\section*{Inversion symmetry of hydrogenic momentum moments, and the quartic shift of Cu$_2$O excitons}

\subsection*{Statement and conventions}

An electron--hole pair with reduced mass $\mu$, parabolic bands and a Coulomb attraction screened by a constant $\varepsilon$ is a hydrogen-like atom. Its length and energy units are
\begin{equation}
a=\frac{4\pi\varepsilon_0\varepsilon\hbar^2}{\mu e^2},\qquad R=\frac{\hbar^2}{2\mu a^2},\qquad E_n=-\frac{R}{n^2}.
\end{equation}
The relative momentum is $p=\hbar k$. In the state $(n,l,m)$ we measure it by the dimensionless variable
\begin{equation}
q=n\,a\,k=\frac{n\,a\,p}{\hbar}.
\end{equation}
The unit of $q$ depends on $n$: the point $q=1$ is the momentum at which the kinetic energy equals the binding energy $R/n^2$. $P(q)\,dq$ is the probability of finding $q$ in $dq$, integrated over directions, and $\langle q^s\rangle=\int_0^\infty q^sP(q)\,dq$ for real $s$. The result is
\begin{equation}
\langle q^{s}\rangle=\langle q^{2-s}\rangle,\qquad -2l-3<s<2l+5,
\label{eq:sym}
\end{equation}
with the special values
\begin{equation}
\langle q^2\rangle=1,\qquad \langle q^4\rangle=\langle q^{-2}\rangle=\frac{8n}{2l+1}-3,\qquad
\langle q^3\rangle_{1s}=\langle q^{-1}\rangle_{1s}=\frac{16}{3\pi}.
\label{eq:values}
\end{equation}
We use $\langle q^4\rangle$ whenever a band departs from a parabola. The page builds the result from a pair of momenta, solves the three states $1s$, $2s$, $2p$ in closed form, proves the general case, and applies it to a lattice model of the yellow exciton series of Cu$_2$O.

\subsection*{The smallest object: one inversion pair}

Let a distribution live on two momenta only, $q_0$ and $1/q_0$, with weights in the ratio $1:q_0^2$,
\begin{equation}
w(q_0)=\frac{1}{1+q_0^2},\qquad w(1/q_0)=\frac{q_0^2}{1+q_0^2}.
\end{equation}
Its moments are
\begin{equation}
m_s(q_0)=\frac{q_0^{\,s}+q_0^{\,2-s}}{1+q_0^2},
\label{eq:pair}
\end{equation}
and $m_s=m_{2-s}$ holds by inspection for every $s$. Put $q_0=\tan(\chi/2)$ with $0<\chi<\pi$. Then $q_0\to1/q_0$ is the reflection $\chi\to\pi-\chi$, $\sin\chi=2q_0/(1+q_0^2)$ is unchanged by it, and division of the polynomials in \eqref{eq:pair} gives
\begin{equation}
m_0=m_2=1,\quad m_1=\sin\chi,\quad m_3=\frac{2}{\sin\chi}-\sin\chi,\quad m_4=\frac{4}{\sin^2\chi}-3,\quad
m_6=\frac{16}{\sin^4\chi}-\frac{20}{\sin^2\chi}+5 .
\label{eq:m}
\end{equation}
For $m_4$, write $t=q_0^2$ and use $t^3+1=(t+1)(t^2-t+1)$, which gives $m_4=t+1/t-1$, and then $t+1/t=4/\sin^2\chi-2$.

As an example let $q_0=1/2$. The weights are $0.8$ at $q=1/2$ and $0.2$ at $q=2$, and $\sin\chi=0.8$. Direct sums give $\langle q^2\rangle=1$, $\langle q^3\rangle=\langle q^{-1}\rangle=1.7$ and $\langle q^4\rangle=\langle q^{-2}\rangle=3.25$, as \eqref{eq:m} requires. The rarely visited large momentum supplies $3.2$ of the $3.25$ in $\langle q^4\rangle$, and the small momentum supplies the same $3.2$ in $\langle q^{-2}\rangle$. What remains to be shown is that every hydrogenic state is a mixture of such pairs.

\subsection*{Three states in closed form}

A state $R_{nl}(r)Y_{lm}(\hat r)$ has the momentum function $F_{nl}(k)Y_{lm}(\hat k)$, up to a phase, with $F_{nl}\propto\int_0^\infty r^2R_{nl}\,j_l(kr)\,dr$. With $\kappa=1/(na)$ and $D=\kappa^2+k^2$, the integrals needed are
\begin{equation}
\int_0^\infty r^2e^{-\kappa r}j_0(kr)\,dr=\frac{2\kappa}{D^2},\qquad
\int_0^\infty r^3e^{-\kappa r}j_1(kr)\,dr=\frac{8\kappa k}{D^3}.
\end{equation}
They give $1s$ and $2p$. The $2s$ function is $(1-\kappa r)e^{-\kappa r}=(1+\kappa\,\partial_\kappa)e^{-\kappa r}$, so its transform is $(1+\kappa\,\partial_\kappa)\,2\kappa/D^2=4\kappa(k^2-\kappa^2)/D^3$. Since $q=k/\kappa$ and $P\propto q^2F^2$, the normalised distributions are
\begin{equation}
P_{1s}=\frac{32}{\pi}\frac{q^2}{(1+q^2)^4},\qquad
P_{2s}=\frac{128}{\pi}\frac{q^2(q^2-1)^2}{(1+q^2)^6},\qquad
P_{2p}=\frac{512}{3\pi}\frac{q^4}{(1+q^2)^6}.
\end{equation}
Now change to the angle, $q=\tan(\chi/2)$. From $dq=\tfrac12(1+q^2)\,d\chi$ and $1+\cos\chi=2/(1+q^2)$,
\begin{equation}
\frac{q^{2l+2}\,dq}{(1+q^2)^{2l+4}}=2^{-2l-4}\,\sin^{2l+2}\chi\,(1+\cos\chi)\,d\chi,\qquad x\equiv\frac{q^2-1}{q^2+1}=-\cos\chi .
\label{eq:measure}
\end{equation}
All three distributions take the form
\begin{equation}
P(q)\,dq=u^2(\chi)\,(1+\cos\chi)\,d\chi,
\label{eq:u}
\end{equation}
\begin{equation}
u_{1s}^2=\frac{2}{\pi}\sin^2\chi,\qquad u_{2s}^2=\frac{2}{\pi}\sin^22\chi,\qquad u_{2p}^2=\frac{8}{3\pi}\sin^4\chi .
\end{equation}
Each $u^2$ is even under $\chi\to\pi-\chi$. The $2s$ state is the smallest one in which this needs the sign argument: its amplitude carries the factor $x$, which changes sign under inversion, and only the square is even. The term in $\cos\chi$ integrates to zero, so $\int_0^\pi u^2d\chi=1$.

The factor $1+\cos\chi$ equals $2/(1+q^2)$ at $q$ and $2q^2/(1+q^2)$ at $1/q$, which is the ratio of weights of the pair. Averaging the moment integral with its reflected copy gives
\begin{equation}
\langle q^s\rangle=\int_0^\pi u^2(\chi)\,m_s(\chi)\,d\chi .
\label{eq:mix}
\end{equation}
The state is a mixture of pairs with density $u^2$, and it inherits $m_s=m_{2-s}$. The moments are now integrals of powers of $\sin\chi$. For $1s$, $\int_0^\pi\sin\chi\,d\chi=2$ and $\int_0^\pi\sin^3\chi\,d\chi=4/3$ give
\begin{equation}
\langle q^3\rangle_{1s}=\frac{2}{\pi}\Big(2\cdot2-\frac43\Big)=\frac{16}{3\pi},\qquad
\langle q^4\rangle_{1s}=\frac{2}{\pi}\,4\pi-3=5 .
\end{equation}
The other entries follow in the same way.

\begin{center}
\begin{tabular}{lcccc}
state & $\langle q\rangle$ & $\langle q^3\rangle=\langle q^{-1}\rangle$ & $\langle q^4\rangle=\langle q^{-2}\rangle$ & $\langle q^6\rangle=\langle q^{-4}\rangle$\\ \hline
$1s$ & $8/(3\pi)=0.8488$ & $16/(3\pi)=1.6977$ & $5$ & diverges\\
$2s$ & $32/(15\pi)=0.6791$ & $128/(15\pi)=2.7162$ & $13$ & diverges\\
$2p$ & $128/(45\pi)=0.9054$ & $64/(15\pi)=1.3581$ & $7/3$ & $21$
\end{tabular}
\end{center}

The values $5$, $13$ and $7/3$ are $8n/(2l+1)-3$ at $(n,l)=(1,0)$, $(2,0)$ and $(2,1)$. For $1s$ the Beta integral gives all moments at once,
\begin{equation}
\langle q^s\rangle_{1s}=\frac{8}{3\pi}\,\Gamma\!\Big(\frac{3+s}{2}\Big)\Gamma\!\Big(\frac{5-s}{2}\Big).
\end{equation}
The replacement $s\to2-s$ swaps the two Gamma functions, and their first poles at $s=-3$ and $s=5$ are the limits stated in \eqref{eq:sym}.

The equality $\langle q^4\rangle=\langle q^{-2}\rangle$ can be tested in position space, where the two sides look unrelated. Set $a=1$ and $\psi=e^{-r}/\sqrt\pi$. Then $\nabla^2e^{-r}=(1-2/r)e^{-r}$, and
\begin{equation}
\langle q^4\rangle=\int(\nabla^2\psi)^2d^3r=4\int_0^\infty(r-2)^2e^{-2r}dr=5 .
\end{equation}
For the other side solve $\nabla^2f=-e^{-r}$ with $f$ regular at the origin and vanishing at infinity, $f=2/r-(1+2/r)e^{-r}$. Then
\begin{equation}
\langle q^{-2}\rangle=4\int_0^\infty r^2e^{-r}f\,dr=4\Big(2-\frac14-\frac12\Big)=5 .
\end{equation}
The first integral is dominated by the region near the cusp. The second is the Coulomb self-overlap of the amplitude and weights large distances.

\subsection*{The general state}

For any $n$ and $l$ the momentum function, found by Podolsky and Pauling (1929), is
\begin{equation}
F_{nl}\propto\frac{q^{\,l}}{(1+q^2)^{l+2}}\;C^{(l+1)}_{n-l-1}(x),
\end{equation}
with $C^{(\lambda)}_N$ a Gegenbauer polynomial; the three states above are the cases $C^{(\lambda)}_0=1$ and $C_1^{(1)}=2x$. By \eqref{eq:measure}, $P$ has the form \eqref{eq:u} with $u_{nl}\propto\sin^{l+1}\chi\;C^{(l+1)}_{n-l-1}(\cos\chi)$. Inversion sends $x\to-x$, the polynomial has parity $(-1)^{n-l-1}$, and $u^2$ is even. Hence \eqref{eq:mix} holds for every state, which proves the symmetry. The angle $\chi$ is the polar angle of the sphere in four dimensions onto which Fock (1935) projected momentum space, and inversion is the reflection in its equator.

The range follows from the end points. $C^{(l+1)}_{N}(\pm1)$ is not zero, so $q^sP\sim q^{s+2l+2}$ at small $q$ and $q^sP\sim q^{s-2l-6}$ at large $q$. Convergence requires $s>-2l-3$ and $s<2l+5$. This interval is centred on $s=1$ and is mapped onto itself by $s\to2-s$.

For $s=2$ the symmetry turns normalisation into $\langle q^2\rangle=1$, that is $\langle p^2/2\mu\rangle=R/n^2$, the virial theorem. For $s=4$, \eqref{eq:m} requires the average of $1/\sin^2\chi$ over $u^2$. The Gegenbauer equation $(1-x^2)C''-(2\lambda+1)xC'+N(N+2\lambda)C=0$ with $\lambda=l+1$ becomes
\begin{equation}
-u''+\frac{l(l+1)}{\sin^2\chi}\,u=(N+l+1)^2u ,
\label{eq:pt}
\end{equation}
which holds for real $l>-1/2$ at fixed node number $N$. The Hellmann--Feynman theorem, applied to the derivative with respect to $l$, gives $(2l+1)\langle\sin^{-2}\chi\rangle_u=2(N+l+1)=2n$; the boundary terms vanish as $\chi^{2l+1}$. Therefore
\begin{equation}
\langle q^4\rangle=\langle q^{-2}\rangle=4\cdot\frac{2n}{2l+1}-3 .
\end{equation}
Position space confirms this. In units of $R$ and $a$ the kinetic operator acting on an eigenstate gives $(2/r-1/n^2)\psi$. With $\langle1/r\rangle=1/n^2$ and $\langle1/r^2\rangle=2/[n^3(2l+1)]$, the squared norm is $n^{-4}[8n/(2l+1)-4+1]$.

\subsection*{A lattice band and its quartic term}

Cuprite has a simple cubic Bravais lattice with cell edge $d$. Our model gives electron and hole nearest-neighbour cosine bands on this lattice, with hoppings fixed by the masses. This band shape is an assumption, the simplest one that ties the quartic term to $d$. At zero total momentum the two bands add to
\begin{equation}
T(\mathbf k)=\frac{\hbar^2}{\mu d^2}\sum_{i=x,y,z}(1-\cos k_id)
=R\Big[(ka)^2-\frac{\rho^2}{12}\sum_i(k_ia)^4+\frac{\rho^4}{360}\sum_i(k_ia)^6-\dots\Big],\qquad\rho=\frac da .
\label{eq:band}
\end{equation}
The angular average of $\sum_i\hat k_i^4$ is $3/5$, and the remainder is a pure $l=4$ cubic harmonic. The isotropic part of the perturbation is
\begin{equation}
H'=-\gamma R\,(ka)^4,\qquad\gamma=\frac{\rho^2}{20}.
\end{equation}
It is unbounded below and has meaning only as a perturbation. It is diagonal in $l$ and $m$, and with $ka=q/n$ first order gives
\begin{equation}
\Delta E_{nl}=-\frac{\gamma R}{n^4}\Big(\frac{8n}{2l+1}-3\Big).
\label{eq:shift}
\end{equation}
Writing $E=-R/(n-\delta)^2\approx-R/n^2-2R\delta/n^3$ defines a quantum defect
\begin{equation}
\delta_{nl}=\gamma\Big(\frac{4}{2l+1}-\frac{3}{2n}\Big).
\end{equation}
The $l=4$ part connects $l$ and $l'$ only if $|l-l'|\le4\le l+l'$ with $l+l'$ even. In the shells $n\le3$ it acts on $3d$ alone, where $\sum_i\hat k_i^4$ averages to $11/21$ in the $t_{2g}$ states and $5/7$ in the $e_g$ states; the mean over the five states is $3/5$. From $n=4$ it also couples $p$ with $f$. By \eqref{eq:pt}, two functions with equal $n$ and different $l$ obey $\int u_{nl}u_{nl'}\sin^{-2}\chi\,d\chi=0$, so only the constant in $m_4$ survives. The coupling falls as $n^{-4}$ against level spacings of order $n^{-3}$, and the large-$n$ limit of $\delta$ for $s$ and $p$ is unaffected.

\subsection*{Numbers for the model}

The compiled values are $d=4.27014$~\AA{} at 300~K (Rimmer 2014), the static dielectric constant $\varepsilon=7.5$ (Kavoulakis 1997) and the low-temperature gap $2.17$~eV (Chen 2018). The masses are typical values, $m_e=0.99\,m_0$ and $m_h=0.58\,m_0$, which give $\mu=0.366\,m_0$; we use this rounded $\mu$ and carry later quantities unrounded. Then
\begin{equation}
a=10.84~\text{\AA},\quad R=88.5~\text{meV},\quad\rho=0.394,\quad\gamma=7.75\times10^{-3},\quad\gamma R=0.686~\text{meV}.
\end{equation}

\begin{center}
\begin{tabular}{lcccc}
state & $\langle q^4\rangle$ & $R/n^2$ (meV) & $\Delta E$ (meV) & $\delta_{nl}$\\ \hline
$1s$ & $5$ & $88.5$ & $-3.4$ & $0.019$\\
$2s$ & $13$ & $22.1$ & $-0.56$ & $0.025$\\
$2p$ & $7/3$ & $22.1$ & $-0.10$ & $0.0045$\\
$3s$ & $21$ & $9.8$ & $-0.18$ & $0.027$\\
$3p$ & $5$ & $9.8$ & $-0.042$ & $0.0065$\\
$3d$ (mean) & $9/5$ & $9.8$ & $-0.015$ & $0.0023$
\end{tabular}
\end{center}

The limits $4\gamma/(2l+1)$ are $0.031$ for $s$ and $0.010$ for $p$. The quartic term lifts the Coulomb degeneracy in $l$ and puts $2s$ below $2p$ by $\tfrac23\gamma R=0.46$~meV, or $5.3$~K. The model's $2p$ line lies at $2.15$~eV. Since the gap is listed to $0.01$~eV, every shift in the table is below its last digit, and only level differences carry information.

\subsection*{How far the quartic term can be trusted}

For $1s$ the expectation value of the whole cosine band is known in closed form. The operator $\cos k_id$ averages the shifts by $\pm d$ along axis $i$, so its mean is the overlap of two $1s$ functions a distance $d$ apart,
\begin{equation}
S(\rho)=e^{-\rho}\Big(1+\rho+\frac{\rho^2}{3}\Big)=1-\frac{\rho^2}{6}+\frac{\rho^4}{24}-\frac{\rho^5}{45}+\dots
\end{equation}
With $\hbar^2/(\mu d^2)=2R/\rho^2$,
\begin{equation}
\frac{\langle T\rangle_{1s}}{R}=\frac{6\,[1-S(\rho)]}{\rho^2}=1-\frac{\rho^2}{4}+\frac{2\rho^3}{15}-\dots
\end{equation}
The first two terms are $\langle q^2\rangle=1$ and $-\gamma\langle q^4\rangle=-5\rho^2/20$, an independent confirmation of \eqref{eq:shift}. The expansion \eqref{eq:band} would next predict a term in $\rho^4\langle q^6\rangle$. That moment lies outside the range $s<5$, and a term in $\rho^3$ appears ahead of it. The cubic term is $+0.72$~meV, a fraction $8\rho/15=0.21$ of the quartic one, and the full first-order shift is $-2.8$~meV against $-3.4$~meV. The cubic term comes from the $k^{-6}$ tail of the distribution, whose weight scales as $n^{-3}$ for $s$ states, so it is $+0.09$~meV for $2s$.

Inversion shows where the sensitivity comes from. The zone face lies at $k=\pi/d$, that is $q_B=\pi/\rho=7.98$ for $1s$. The part of $\langle q^4\rangle$ beyond $q_B$ equals the part of $\langle q^{-2}\rangle$ below $1/q_B$,
\begin{equation}
\int_{q_B}^\infty q^4P_{1s}\,dq=\frac{32}{\pi}\int_0^{1/q_B}\frac{dq}{(1+q^2)^4}=1.25 .
\end{equation}
A fraction $0.25$ of the moment comes from momenta at which the quartic form has no validity and which hold a probability of only $6.0\times10^{-5}$. In second order the large-$q$ integrand for an $s$ state is $\gamma^2q^8P/q^2$, which tends to a constant. Cut off at $q\sim1/\rho$ it again gives a term of order $\rho^3$, negative in sign. The $s$ shifts are thus good to about one figure even within the band model.

The $p$ states are better behaved because $s=6$ is inside their range. The angular average of $\sum_i\hat k_i^6$ is $3/7$, so the sixth-order term shifts $2p$ by $R\rho^4\langle q^6\rangle/(840\cdot2^6)=8\times10^{-4}$~meV. The scale of second order is $\gamma^2R\langle q^6\rangle/2^6=2\times10^{-3}$~meV. Both are small against $0.10$~meV.

Three effects outside the band model exceed the quartic shift. The first is the central cell. The Coulomb energy that $1s$ collects inside $r<d/2$ has magnitude $2R[1-(1+\rho)e^{-\rho}]=10.6$~meV, and a continuum dielectric constant is not justified there. This energy is of order $R\rho^2$, like the quartic shift, and about three times larger. The second is the choice of screening. With the compiled high-frequency constant $7.11$ (He 2017) in place of $7.5$, $R$ becomes $98.5$~meV, which would deepen $1s$ by $10.0$~meV and $n=2$ by $2.5$~meV; states of finite size see a screening between the two constants. The third is electron--hole exchange, which splits $1s$ by a typical $12$~meV.

\subsection*{The model and the material}

The moments \eqref{eq:values} are exact for any hydrogenic pair. The coefficient $\gamma$ belongs to the model. Written as $T-T^2/E_0$ with $T$ the parabolic kinetic energy, the cosine band has $E_0=R/\gamma=11$~eV. In Cu$_2$O a second valence band lies a typical $0.13$~eV below the top one, a distance comparable with $R$, and the coupling of the two bands bends the hole dispersion on that much smaller energy scale. The model therefore underbinds. As typical knowledge and not as a measurement, the $1s$ binding energy is about $150$~meV and the $p$-series defects are a few tenths when referred to a Rydberg energy near the present $R$; the model's $92$~meV reaches about $0.6$ of the former, and its $p$ defect is too small by more than a factor of ten.

What carries over to a better band structure is the dependence on quantum numbers. Any isotropic quartic term small enough for first order gives a defect $\gamma[4/(2l+1)-3/(2n)]$ that rises with $n$, saturates, and falls with $l$ as $1/(2l+1)$. A term in $k^{s}$ may be treated this way only for $s<2l+5$, which allows $k^4$ for all states, $k^6$ from $p$ upward and $k^8$ from $d$ upward.